**The 3s orbital in doubly charged halogen and noble-gas ions**

The table follows one orbital, 3s, through six ions in non-relativistic Hartree-Fock. Z is the nuclear charge, ε(3s) the orbital energy, <r>(3s) the mean distance from the nucleus and <r²>(3s) its mean square. Energies are in hartree and lengths in bohr unless marked otherwise.

Doubly charged ions of Cl, Br, I, Ar, Kr and Xe, computed with B-spline radial code 1 in non-relativistic Hartree-Fock at the basis-set limit. Each ion is treated as spherical, with a point nucleus and an average over the listed configuration.

```csv
species,Z,electrons,configuration,ε(3s) (hartree),<r>(3s) (bohr),<r²>(3s) (bohr²)
Cl2+,17,15,[Ne] 3s2 3p3,-1.91882,1.4574,2.4355
Br2+,35,33,[Ar] 3d10 4s2 4p3,-10.7559,0.55859,0.35805
I2+,53,51,[Kr] 4d10 5s2 5p3,-38.6814,0.32609,0.12133
Ar2+,18,16,[Ne] 3s2 3p4,-2.19128,1.3416,2.0657
Kr2+,36,34,[Ar] 3d10 4s2 4p4,-11.7841,0.53754,0.33134
Xe2+,54,52,[Kr] 4d10 5s2 5p4,-40.9594,0.31868,0.11586
```

### 1. Which 3s is deeper and smaller, and how fast does it change?

The 3s deepens and shrinks down each group and from group 17 to group 18 within each period. The yardstick is a one-electron ion, whose 3s has ε = −Z²/18 and <r> = 13.5/Z. The table changes faster than that. Written as a power of Z between neighbours in a group, <r> falls with an exponent near −1.3 in each of the four steps, and |ε| grows with an exponent of about 2.4 in the upper step and 3.1 in the lower.

Screening explains the radius. If <r> = 13.5/(Z − σ) with a screening constant σ, the local exponent is −Z/(Z − σ), which for the lower step (Z = 44 at its middle, σ = 11) is −44/33 = −1.33. In the upper step a constant σ would give a steeper fall; there σ itself rises from about 8 to 11 as 3s becomes a core shell, and this keeps the exponent near −1.3. The product Z<r> accordingly falls from 24.8 in Cl2+ to 17.3 in I2+, towards the bare value 13.5, as σ becomes a smaller fraction of Z.

### 2. Is this the familiar trend of valence shells?

It is the opposite one. The 3s is the valence s shell in Cl2+ and Ar2+ and a core shell in the other four ions. The same calculations give the valence s shells (3s, 4s, 5s) of the halogen ions at −1.919, −1.742 and −1.453 hartree, with <r> of 1.457, 1.641 and 1.980 bohr, and the noble-gas ions run the same way. A valence series raises n while whole shells are put underneath, so the orbital grows and loosens. A series at fixed n buries the orbital under new shells, close to a growing nucleus.

### 3. Does one screening constant describe the radius?

Only for the core rows. Inverting the hydrogenic formula gives an effective charge Z_r = 13.5/<r> and a screening Z − Z_r near 8 in the valence rows, 10.8 to 10.9 in Br2+ and Kr2+, and 11.6 in I2+ and Xe2+. A least-squares fit of one σ to the relative error of <r> over all six rows misses by up to 10 %. The same fit to the four core rows gives σ = 11.0 and errors within 1.4 % of the tabulated radius, but it makes the two valence rows, left out because the shell has another role there, 45 to 56 % too large. Slater's counts (1 for each 1s electron, 0.85 for n = 2, 0.35 for each other 3s or 3p electron) give, without fitting, 11.25 in the core rows, with radii good to 1.8 %, and 10.2 and 10.55 in Cl2+ and Ar2+, with radii 35 to 36 % too large. Those counts were made for nodeless orbitals and give the ten 3d electrons no screening, although in I2+ <r>(3d) is 0.288 against 0.326 for 3s, so their success in this formula should not be pressed.

In Cl2+ the screening, 7.74, is less than the ten electrons of the neon core. The standard cause is penetration. The inner lobes of 3s lie where the nucleus is barely screened, the nodes are drawn into the compact core, and the outer lobe starts closer in than it would in a pure Coulomb field of the screened charge. The calculation shows how compact that core is: <r>(2s)/<r>(3s) is 0.441/1.457 = 0.30 in Cl2+ and 0.123/0.326 = 0.38 in I2+, against 6/13.5 = 0.44 for a one-electron ion.

### 4. Is the shape hydrogenic?

By one measure, nearly. The ratio <r²>/<r>² is 207/182.25 = 1.136 for a hydrogenic 3s, and all six rows lie above it by 0.4 to 1.1 %, with I2+ and Xe2+ closest. This ratio weighs the outer lobe and is a lenient test. The mean <1/r>, which weighs the inner lobes, is Z/9 for a hydrogenic 3s, and the charge 9<1/r> from the same calculations is lower than Z_r in every row, by 0.9 in the valence rows and 1.6 in the heaviest. Theory gives the direction: the electron crosses the deep inner field quickly, so the inner lobes carry less weight than in the hydrogenic function of the same size. An effective charge from size is therefore defined only to one or two units.

### 5. Why does the energy give a much smaller effective charge than the size?

The charge from the energy, Z_E = √(−18ε), is 26.4 for I2+, where Z_r is 41.4, and Z_E lies below Z_r in every row. The reason can be derived for a spherical local potential. Let q(r) be the charge of the other electrons inside radius r, and V_out(r) the potential from the charge outside, each shell of it counted as its charge divided by its radius.

1. The potential is V = −(Z − q)/r + V_out.
2. By Gauss's law the force depends on the enclosed charge only: dV/dr = (Z − q)/r².
3. The virial theorem gives the kinetic energy T from 2T = <r dV/dr> = <(Z − q)/r>.
4. Hence ε = T + <V> = −T + <V_out>.

Outer electrons exert no force and leave the size alone, but they lift the energy. With exchange the result is approximate.

An estimate without fitting takes V_out in two parts. Shells with n ≥ 4 give the number of electrons times <1/r>, an upper bound because those shells partly penetrate 3s. Each other n = 3 electron gives half the repulsion integral F0, since of two like orbitals each is the outer one half of the time. F0(3s,3s)·<r> is 0.901 in both Cl2+ and Ar2+ (hydrogenic value 0.896), and this product is carried over to the core rows and to 3p and 3d as a scaled estimate. For I2+, with <1/r> of 4s, 4p, 4d, 5s and 5p from the same calculation:

- n ≥ 4: 2×1.783 + 6×1.678 + 10×1.442 + 2×0.646 + 3×0.564 = 31.04
- n = 3, 17 other electrons: ½ × 0.901 × 17/0.32609 = 23.49
- T = 38.68 + 31.04 + 23.49 = 93.21, and √(18 × 93.21) = 41.0

This falls between Z_r = 41.4 and 9<1/r> = 39.8. The gap to be explained is Z_r²/18 − |ε|. The estimate covers 96 to 97 % of it in I2+ and Xe2+, about 80 % in Br2+ and Kr2+, and under half in the valence rows; with 9<1/r> as the size measure it overshoots by 11 % in the heaviest pair. The near-match in the heaviest pair is a cancellation of errors. T, like <1/r>, weighs the inner lobes, which question 4 found depleted, so T lies near (9<1/r>)²/18 and below Z_r²/18; for I2+ this accounts for about 56.54 − 49.29 = 7.25 hartree of the gap. The overshoot then shows that the estimate overcounts, chiefly because 4s, 4p and 4d reach well inside 3s and their <1/r> is only a bound, so 93.21 is too high for T. The outer and same-shell electrons still supply most of the gap in the core rows, but less than the percentages suggest for I2+ and Xe2+. The rest comes from the low T and from neon-core electrons that lie outside 3s while it visits its inner lobes, less a small exchange term.

The uneven exponents of question 1 show in the fraction |ε|/(Z_r²/18), which is 1.92/4.77 = 0.40 in Cl2+, 10.76/32.45 = 0.33 in Br2+ and 38.68/95.22 = 0.41 in I2+. The estimate does not reproduce this dip. Its outer potential is 1.24 of 4.77, 17.36 of 32.45 and 54.53 of 95.22 hartree, a share that grows in both steps, so it would let the fraction fall twice. The growth in the second step comes from the overcounted n ≥ 4 bound. Taking T as (9<1/r>)²/18 splits the missing fraction in two. The shortfall of T below Z_r²/18 is 0.86/4.77 = 0.18, 3.50/32.45 = 0.11 and 7.25/95.22 = 0.08, shrinking as the orbital nears the hydrogenic shape. The lift from the other electrons is 1.99/4.77 = 0.42, 18.19/32.45 = 0.56 and 49.29/95.22 = 0.52. It jumps when 3p and 3d fill and then falls, because the n = 3 part grows only as Z_r while Z_r²/18 grows as its square, and the new n = 4 and 5 shells do not quite make up the loss.

### 6. What do one more proton and one more p electron do?

Z_r rises by 0.80 from Cl2+ to Ar2+, where the new electron enters 3p and screens, and by 0.95 to 0.96 in the heavier pairs, where it stays outside. Z_E rises by less in each pair. For I2+ to Xe2+ the proton contributes −<1/r>(3s), averaged over the two ions, −4.475 hartree, and the new 5p electron at most +0.599. The sum, −3.88, overshoots the tabulated step of −2.278 by 1.60 hartree. An orbital energy, unlike the total energy, responds in first order when the other shells contract. The estimate of question 5 has the right size for this: the n ≥ 4 part rises by 1.96 − 0.60 = 1.36 beyond the new electron and the n = 3 part by 0.55, together more than needed, as an overcounting estimate would give; the agreement is one of size only.

The same reasoning predicts the neutral atoms. Two more 5p electrons on Xe2+ should raise ε(3s) by roughly one hartree and hardly move <r>(3s), while in argon, where they join the n = 3 shell, the 3s should also swell. A 2s series has less inner screening and more electrons outside, so a Z_r closer to Z and still a Z_E well below it; for I2+ the same calculation gives Z_r = 6/<r>(2s) = 48.7, whose hydrogenic binding Z_r²/8 = 296 hartree lies far beyond the computed 181.7.

### 7. Which digits can be trusted?

As Hartree-Fock values, the printed ones: rounding moves Z_r by less than 0.001, far below every difference used above. All s shells are closed in every row, so the convention for rotating closed shells of the same l among themselves does not change along the series, though single-orbital values depend on it.

As removal energies, far fewer. Relativity deepens and contracts 3s. The leading hydrogenic shift is −α²Z⁴(9/4)/162, with α the fine-structure constant; taken between Z_r and Z it is an order-of-magnitude guide only: thousandths to hundredths of a hartree for Cl2+ and Ar2+, tenths to about one for Br2+ and Kr2+, a few hartree for I2+ and Xe2+. That last shift is as large as the step between the two ions, but most of it is common to both. In hartree the step therefore changes much less than either value, though as a fraction of itself it changes somewhat more.

Relaxation acts the other way, since −ε freezes the remaining orbitals. For the outer p electron the calculations put −ε above the difference of total energies by 0.38 to 0.80 eV; a core 3s hole, with many shells outside it to contract, should relax by much more. In the valence rows the average over the p³ or p⁴ configuration hides the exchange between a 3s hole and the open shell. For the quartet term of Cl2+, with spin S = 3/2 and exchange integral G1(3s,3p) = 10.72 eV, the frozen-orbital splitting is (2S + 1)G1/3 = 14 eV, and correlation, absent here, is known to alter valence s holes strongly.

In practice, take an effective charge for sizes from <r>, trust it to one or two units, and do not transfer it to an energy, or one from an energy to a size, without first accounting for the potential of the outer electrons.
